\textbf{Question.} I want to run substrate hot-electron (SHE) stress on n-channel transistors in a p-well with $N = 10^{17}$ cm$^{-3}$, with a buried n$^+$ junction under the well as the electron source. The papers quote an emission probability $P = A\exp(-d/\lambda)$ with a square-root formula for $d$, and an Si/SiO$_2$ barrier reduced by one term in $E_{ox}^{1/2}$ and another in $E_{ox}^{2/3}$. Where does each piece come from, when does it fail, and what $P$ does it give for my doping?

\textbf{Answer.} This is Shockley's lucky-electron argument (1961) in the form that Ning, Osburn and Yu (1977) applied to emission from silicon into SiO$_2$. The distance $d$ and the two powers of $E_{ox}$ can be derived. The constants $A$, $\lambda$ and the coefficient of the $2/3$ power are empirical, and I point out below where each one enters.

\subsection*{Conventions and premises}

The coordinate $x \ge 0$ runs from the interface into the silicon, $z \ge 0$ from the interface into the oxide. The charge $q$ is positive. $\psi(x) \ge 0$ is the electrostatic potential relative to the neutral well, so the conduction-band edge is $E_c(x) = E_c(\infty) - q\psi(x)$, and $\psi_s = \psi(0)$. $F$ is the field magnitude in silicon, $E_{ox}$ the field in the oxide (gate positive). Barriers $\phi$ are energies, in eV. Source and drain are grounded, the well is at $-V_{SB}$, and the gate holds an inversion layer. $P$ is the probability that an electron entering the depletion layer from below ends in the gate.

\begin{enumerate}
\item The problem is one-dimensional, the acceptor density $N$ is uniform and fully ionised, and the depletion approximation holds.
\item The forward-biased buried junction lies below the depletion edge. Its electrons diffuse through neutral p-silicon and enter the depletion layer with negligible kinetic energy, at a density far below $N$.
\item Collisions occur at random along the path, with a constant probability $dx/\lambda$ per step $dx$.
\item A collision returns the electron to the local band edge, from where the field accelerates it again towards the interface.
\item An electron that reaches $x=0$ with kinetic energy above an effective barrier $\phi_b$ is emitted; otherwise it joins the inversion layer.
\end{enumerate}

Premise 4 is the crude one; step 6 relaxes it.

\subsection*{Step 1: potential in the depletion layer}

With charge density $-qN$ for $0<x<W$, Poisson's equation is $\psi'' = qN/\varepsilon_{Si}$. Potential and field vanish at the edge of the neutral region, $\psi(W)=\psi'(W)=0$. Two integrations give
\begin{equation}
\psi(x) = \frac{qN}{2\varepsilon_{Si}}(W-x)^2 = \psi_s\left(1-\frac{x}{W}\right)^2, \qquad W = \sqrt{\frac{2\varepsilon_{Si}\psi_s}{qN}},
\label{eq:psi}
\end{equation}
where $W$ follows from $\psi(0)=\psi_s$. The field is linear,
\begin{equation}
F(x) = -\psi'(x) = F_s\left(1-\frac{x}{W}\right), \qquad F_s = \frac{2\psi_s}{W}.
\label{eq:F}
\end{equation}
The inversion layer, tied to source and drain, pins $\psi_s \approx V_{SB} + 2\psi_B$ with $\psi_B = (kT/q)\ln(N/n_i)$. Gauss's law at an uncharged interface reads
\begin{equation}
\varepsilon_{ox}E_{ox} = \varepsilon_{Si}F_s + qN_{inv},
\label{eq:gauss}
\end{equation}
with $N_{inv}$ the sheet density of inversion electrons. So $V_{SB}$ sets the heating field and the gate sets $E_{ox}$, with $N_{inv}$ taking up the difference. This independence requires $N_{inv}>0$, that is $E_{ox} > (\varepsilon_{Si}/\varepsilon_{ox})F_s$.

\subsection*{Step 2: the critical distance}

An electron that starts at the band edge at $x$ and flies freely conserves its total energy, so it reaches the interface with kinetic energy
\begin{equation}
K(x) = E_c(x)-E_c(0) = q\psi_s\left[1-\left(1-\frac{x}{W}\right)^2\right].
\label{eq:K}
\end{equation}
$K$ rises monotonically from $0$ to $q\psi_s$, so $K(d)=\phi_b$ has one root in $[0,W]$ if $q\psi_s \ge \phi_b$ and none otherwise. Rearranging, $(1-d/W)^2 = 1-\phi_b/q\psi_s$, and $d \le W$ selects the positive square root:
\begin{equation}
d = W\left[1-\sqrt{1-\frac{\phi_b}{q\psi_s}}\,\right] = L\left[\sqrt{\psi_s}-\sqrt{\psi_s-\phi_b/q}\,\right], \qquad L=\sqrt{\frac{2\varepsilon_{Si}}{qN}}.
\label{eq:d}
\end{equation}
The second form uses $W = L\sqrt{\psi_s}$ and shows $d\propto N^{-1/2}$ at fixed $\psi_s$ and $\phi_b$. Three consequences are used later. The field at $d$ is $F_d = (2/L)\sqrt{\psi_s-\phi_b/q}$. Differentiating $K(d)=\phi_b$ with $K'(x)=qF(x)$ gives
\begin{equation}
\frac{\partial d}{\partial\phi_b} = \frac{1}{qF_d}.
\label{eq:dd}
\end{equation}
Expanding the root for $q\psi_s\gg\phi_b$ gives $d = (\phi_b/qF_s)\,[1+\phi_b/4q\psi_s+\dots]$, whose first term is the uniform-field result.

\subsection*{Step 3: the survival probability}

By premises 2 and 4 the electron always moves towards the interface, so path length equals distance covered. By premise 3 the probability $S(s)$ of no collision over a length $s$ obeys $dS/ds=-S/\lambda$, so $S=e^{-s/\lambda}$. Let $x$ be the place of the last collision. It lies in $dx$ with probability $(dx/\lambda)\,e^{-x/\lambda}$ (a collision there, none afterwards), and with probability $e^{-W/\lambda}$ there is no collision at all. The arrival energy is $K(x)$, so emission needs $x\ge d$:
\begin{equation}
P_0 = \int_d^W \frac{dx}{\lambda}\,e^{-x/\lambda} + e^{-W/\lambda} = e^{-d/\lambda}.
\label{eq:P0}
\end{equation}
What happens between $W$ and $d$ drops out, and only the last stretch $d$ must be free of collisions. This is why $d$ and not $W$ stands in the exponent.

Near the barrier energy, $K(x)\approx\phi_b+qF_d\,(x-d)$, so the arriving electrons have the energy density
\begin{equation}
f(K)\,dK = e^{-d/\lambda}\,e^{-(K-\phi_b)/E_\lambda}\,\frac{dK}{E_\lambda}, \qquad E_\lambda \equiv qF_d\lambda .
\label{eq:f}
\end{equation}
By Eq.~(\ref{eq:dd}), a small barrier reduction $\Delta$ multiplies $P_0$ by $e^{\Delta/E_\lambda}$. $E_\lambda$ is the yardstick for every correction below.

\subsection*{Step 4: image lowering, the $E_{ox}^{1/2}$ term}

Treat the silicon surface as a conducting plane. An electron at $z$ in a medium of relative permittivity $\kappa$ is attracted to its image at distance $2z$ with force $q^2/[4\pi\kappa\varepsilon_0(2z)^2]$. Integrating from infinity and adding the band offset $\phi_0$ and the field term,
\begin{equation}
U(z) = \phi_0 - qE_{ox}z - \frac{q^2}{16\pi\kappa\varepsilon_0 z},
\label{eq:U}
\end{equation}
measured from $E_c(0)$. Setting $U'=0$ gives $z_m = \sqrt{q/16\pi\kappa\varepsilon_0E_{ox}}$. At $z_m$ the field and image terms are equal, so
\begin{equation}
\phi_1 \equiv U(z_m) = \phi_0 - 2qE_{ox}z_m = \phi_0-\beta E_{ox}^{1/2}, \qquad \frac{\beta}{q} = \sqrt{\frac{q}{4\pi\kappa\varepsilon_0}} .
\label{eq:beta}
\end{equation}
The right $\kappa$ is the electronic one. With a typical oxide mass $m_{ox}=0.5\,m_0$ and an assumed kinetic energy of 0.3 eV, the electron covers 1 nm in 2 fs, while a typical 0.15 eV oxide phonon has a period of 28 fs, so the ions cannot follow. The typical optical value $\kappa = 2.15$ gives $\beta = 2.59\times10^{-4}$ eV\,(cm/V)$^{1/2}$. At $E_{ox}=2$ MV/cm the lowering is 0.366 eV and $z_m = 0.9$ nm.

The conducting plane is an idealisation. For a dielectric half-space with the typical silicon permittivity 11.7, the image charge is reduced by $(11.7-2.15)/(11.7+2.15)=0.69$ and $\beta$ by the root of that, 0.83, which raises the barrier by 0.062 eV at 2 MV/cm.

\subsection*{Step 5: tunnelling, the $E_{ox}^{2/3}$ term}

Electrons arriving an energy $\Delta$ below the top can tunnel, and by Eq.~(\ref{eq:f}) they are more numerous by $e^{\Delta/E_\lambda}$. Approximate the top by a triangle of slope $qE_{ox}$. The WKB transmission is
\begin{equation}
T(\Delta) = \exp\left[-\frac{2}{\hbar}\int_0^{\Delta/qE_{ox}}\sqrt{2m_{ox}(\Delta-qE_{ox}z)}\,dz\right] = \exp\left[-\frac{4}{3}\left(\frac{\Delta}{\epsilon_t}\right)^{3/2}\right],
\label{eq:T}
\end{equation}
\begin{equation}
\epsilon_t = \left(\frac{\hbar^2q^2E_{ox}^2}{2m_{ox}}\right)^{1/3},
\label{eq:et}
\end{equation}
since the integral equals $\tfrac23\sqrt{2m_{ox}}\,\Delta^{3/2}/qE_{ox}$. The energy $\epsilon_t$ is the only one that can be built from $\hbar$, $m_{ox}$ and $qE_{ox}$, which is the origin of the power $2/3$. Take $T=1$ above the top and weight with Eq.~(\ref{eq:f}), written about $\phi_1$ with $d_1=d(\phi_1)$. With $t=\Delta/\epsilon_t$ and $r=\epsilon_t/E_\lambda$,
\begin{equation}
P_0 = e^{-d_1/\lambda}\,[1+J(r)], \qquad J(r)= r\int_0^\infty e^{\,rt-\frac43t^{3/2}}\,dt .
\label{eq:J}
\end{equation}
The upper limit may go to infinity because the integrand dies within a few $\epsilon_t$, far less than $\phi_1$. Expand $e^{rt}$ and substitute $u=\tfrac43t^{3/2}$:
\begin{equation}
\int_0^\infty t^n e^{-\frac43t^{3/2}}dt = \frac23\left(\frac34\right)^{2(n+1)/3}\Gamma\!\left(\frac{2(n+1)}{3}\right).
\label{eq:gam}
\end{equation}
This is $c_0=0.745$ for $n=0$ and $c_1=0.406$ for $n=1$, so $J=c_0r+c_1r^2+\dots$ An equivalent barrier reduction $\Delta_t$ is defined by $e^{\Delta_t/E_\lambda}=1+J$. Using $\ln(1+J)=c_0r+(c_1-c_0^2/2)r^2+\dots$ with $c_1-c_0^2/2=0.128$,
\begin{equation}
\Delta_t = E_\lambda\ln(1+J) = c_0\,\epsilon_t\,[1+0.17\,r+\dots].
\label{eq:Dt}
\end{equation}
The leading term does not contain $\lambda$ or $F_d$. To this order tunnelling acts as a property of the barrier alone, $\Delta_t=\alpha E_{ox}^{2/3}$ with $\alpha=c_0(\hbar^2q^2/2m_{ox})^{1/3}$, and
\begin{equation}
\phi_b = \phi_0-\beta E_{ox}^{1/2}-\alpha E_{ox}^{2/3}.
\label{eq:phib}
\end{equation}
At 2 MV/cm, $\epsilon_t=0.145$ eV, $c_0\epsilon_t=0.108$ eV and $\alpha=6.8\times10^{-6}$ eV\,(cm/V)$^{2/3}$.

The power is better founded than the coefficient. The tunnelling length $\epsilon_t/qE_{ox}=0.7$ nm is comparable with $z_m$, so the top is not a sharp triangle. From Eqs.~(\ref{eq:U}) and (\ref{eq:beta}), $\phi_1-U(z)=qE_{ox}(z-z_m)^2/z$, which for $z>z_m$ is smaller than the triangle's $qE_{ox}(z-z_m)$. The rounded barrier therefore lies above a triangle with its edge at $z_m$, and Eq.~(\ref{eq:T}) overstates its WKB transmission. Reflection above the top has also been ignored, and scattering back into the silicon from $z<z_m$, which weakens as the field pulls $z_m$ inwards, adds a field dependence of its own. The two lowerings are thus not strictly additive, the uncertainty is of the order of $\Delta_t$ itself, and in practice $\alpha$ is a fitted coefficient.

\subsection*{Step 6: the prefactor and the meaning of $\lambda$}

Under the premises as stated, $A=1$. Suppose instead that a collision leaves an energy $\delta$ of forward motion. Emission then needs $K(x)+\delta\ge\phi_b$, so $d$ becomes $d(\phi_b-\delta)\approx d-\delta/qF_d$ and
\begin{equation}
P = A\,e^{-d/\lambda}, \qquad A\approx T_0\,e^{\delta/E_\lambda},
\label{eq:P}
\end{equation}
where $T_0\le1$ collects quantum reflection, energy held in transverse motion and backscattering in the oxide. $A$ can therefore exceed 1, and it is no probability. It also depends on $F_d$; treating it as a constant shifts that dependence into the fitted $\lambda$. If $\delta$ is only thermal, distributed as $e^{-\delta/kT}d\delta/kT$ as for the normal energy in a Maxwellian flux, the average is
\begin{equation}
\langle e^{\delta/E_\lambda}\rangle = \frac{1}{1-kT/E_\lambda}.
\label{eq:th}
\end{equation}

One optical phonon of typical energy $E_p=63$ meV takes only a small part of a barrier of several eV, so premise 4 is not literally true for phonons. A collision harms mainly by deflecting the electron or, in impact ionisation, by taking more than the band gap. Hence $\lambda$ is an effective attenuation length of the tail in Eq.~(\ref{eq:f}). If it scales with the phonon rate, then emission ($\propto n+1$) plus absorption ($\propto n$), with $n=1/(e^{E_p/kT}-1)$ and nearly equal final densities of states, gives $1/\lambda\propto 2n+1=\coth(E_p/2kT)$, or $\lambda=\lambda_0\tanh(E_p/2kT)$.

\subsection*{Range of validity}

\begin{itemize}
\item \emph{Above threshold.} Eq.~(\ref{eq:d}) needs $q\psi_s>\phi_b$. Near threshold $F_d\to0$, the linearisation in Eq.~(\ref{eq:f}) fails and Eq.~(\ref{eq:th}) diverges at $E_\lambda=kT$. One needs $E_\lambda\gg kT$, and $r<1$ for Eq.~(\ref{eq:Dt}).
\item \emph{Rare events.} $P\ll1$ requires $d\gg\lambda\ln A$.
\item \emph{Inversion.} $E_{ox}>(\varepsilon_{Si}/\varepsilon_{ox})F_s$, with a lateral voltage drop in the channel small against $E_\lambda/q$.
\item \emph{Doping.} For a graded well, solve $q[\psi_s-\psi(d)]=\phi_b$ with the true profile; Eqs.~(\ref{eq:P0}) to (\ref{eq:P}) are unchanged.
\item \emph{Injector.} A neutral region must remain between the two depletion layers (no punch-through), at low injection.
\item \emph{Multiplication.} The ionisation integral must be well below 1.
\item \emph{Oxide.} It must be thick against $z_m$ and $\epsilon_t/qE_{ox}$, cold-electron tunnelling must be negligible, and $E_{ox}$ is the field at the injecting interface, which trapped electrons reduce during stress at fixed gate voltage.
\item \emph{Parameters.} $A$, $\lambda$ and $\alpha$ are fitted together and should be used as a set, inside the range of fields for which they were fitted.
\end{itemize}

\subsection*{Numbers for $N=10^{17}$ cm$^{-3}$}

Typical inputs at 300 K, besides those above: $\phi_0=3.1$ eV, $\varepsilon_{ox}=3.9\,\varepsilon_0$, $n_i=10^{10}$ cm$^{-3}$, and the empirical set $A=2.9$, $\lambda=9.1$ nm, $\alpha=1.0\times10^{-5}$ eV\,(cm/V)$^{2/3}$. I choose that set because it was fitted to reproduce typical SHE emission from silicon into SiO$_2$, so the results below are no independent test of the model.

With $\varepsilon_{Si}=11.7\,\varepsilon_0$, $L=113.7$ nm\,V$^{-1/2}$. At $E_{ox}=2$ MV/cm, $\phi_b=3.1-0.366-0.159=2.575$ eV. Since $2\psi_B=0.83$ V, $\psi_s=6$ V means $V_{SB}\approx5.2$ V.

\begin{center}
\begin{tabular}{ccccccc}
$\psi_s$ (V) & $W$ (nm) & $F_s$ (MV/cm) & $F_d$ (MV/cm) & $d$ (nm) & $d/\lambda$ & $P$ \\ \hline
4 & 227 & 0.352 & 0.210 & 91.7 & 10.1 & $1.2\times10^{-4}$ \\
6 & 279 & 0.431 & 0.325 & 68.1 & 7.5 & $1.6\times10^{-3}$ \\
8 & 322 & 0.497 & 0.410 & 56.8 & 6.2 & $5.7\times10^{-3}$
\end{tabular}
\end{center}

The rest refers to $\psi_s=6$ V, where $E_\lambda=0.296$ eV.

\emph{Conditions.} $r=0.49$, so the bracket in Eq.~(\ref{eq:Dt}) corrects $\Delta_t$ by 8 per cent. The thermal factor (\ref{eq:th}) is 1.10. $\lambda\ln A=9.7$ nm is far below $d$, and $A=2.9$ corresponds to $\delta=0.32$ eV if $T_0=1$. Inversion needs $E_{ox}>1.29$ MV/cm, and Eq.~(\ref{eq:gauss}) gives $N_{inv}=1.5\times10^{12}$ cm$^{-2}$. For cold electrons Eq.~(\ref{eq:T}) with $\Delta=\phi_0$ gives $T=e^{-132}$, so Fowler--Nordheim current plays no part.

\emph{What each piece is worth.} Factors come from Eq.~(\ref{eq:d}) with the altered barrier. Using $\phi_0$ with no lowering reduces $P$ by a factor 6.3. Dropping only the $\alpha$ term reduces it by 1.7, replacing $\alpha$ by the triangular estimate of step 5 by 1.2, and using the dielectric image charge by 1.2. The uniform-field shortcut $\phi_b/qF_s=59.8$ nm overstates $P$ by 2.5. Raising $E_{ox}$ to 3 MV/cm gives $\phi_b=2.444$ eV, $d=64.1$ nm and $P=2.5\times10^{-3}$. A 10 per cent larger $\lambda$ multiplies $P$ by 2.0. The low-temperature limit $\lambda_0=10.8$ nm multiplies it by 3.3 at fixed $d$.

\emph{Neglected electrostatics.} The inversion charge adds a field $qN_{inv}/\varepsilon_{Si}=0.236$ MV/cm at the interface. For an assumed centroid depth of 2 nm the added drop is field times centroid, $\Delta\psi=0.047$ V. At fixed $\psi_s$ the parabola beyond the inversion layer then has height $\psi_s-\Delta\psi$, while the condition $\psi(d)=\psi_s-\phi_b/q$ stays, so only the first root in Eq.~(\ref{eq:d}) changes and $P$ rises by a factor 1.13. Holes at the depletion edge change the first integral of Poisson's equation to $F^2=(4/L^2)(\psi-kT/q)$ for $\psi\gg kT/q$, which lowers both arguments in Eq.~(\ref{eq:d}) by $kT/q$ and reduces $P$ by 2 per cent.

\emph{Multiplication.} With a typical local ionisation coefficient $a\,e^{-b/F}$ for electrons, $a=7.0\times10^5$ cm$^{-1}$ and $b=1.23\times10^6$ V/cm, the integral over the field (\ref{eq:F}) is 0.25, of which 0.06 arises at $x>d$. Secondaries born cold at $x<d$ cannot be emitted but are collected by source and drain. To first order the ratio of gate current to collected current is then $(1+0.06)/(1+0.25)=0.85$ times $P$. At 8 V the integral is 0.46, so the last row of the table is at the edge of validity.

\emph{Currents.} For an assumed injected density of 10 mA/cm$^2$ and a typical drift velocity of $10^7$ cm/s, the electron density in the depletion layer is $6\times10^9$ cm$^{-3}$, negligible against $N$. The gate current density is $P$ times the injected one, 16 $\mu$A/cm$^2$, or $1.0\times10^{14}$ electrons per cm$^2$ and second, and a fluence of 1 C/cm$^2$ takes 17 h if $P$ stays constant.

The model's value for this structure is thus $P\approx1.6\times10^{-3}$ at $V_{SB}\approx5.2$ V and 2 MV/cm. It rests on the fitted set, and since a 10 per cent change of $\lambda$ alone moves it by a factor of two, a plot of $\ln P$ against the computed $d$ for your own devices, with slope $-1/\lambda$ and intercept $\ln A$, is what fixes the two constants.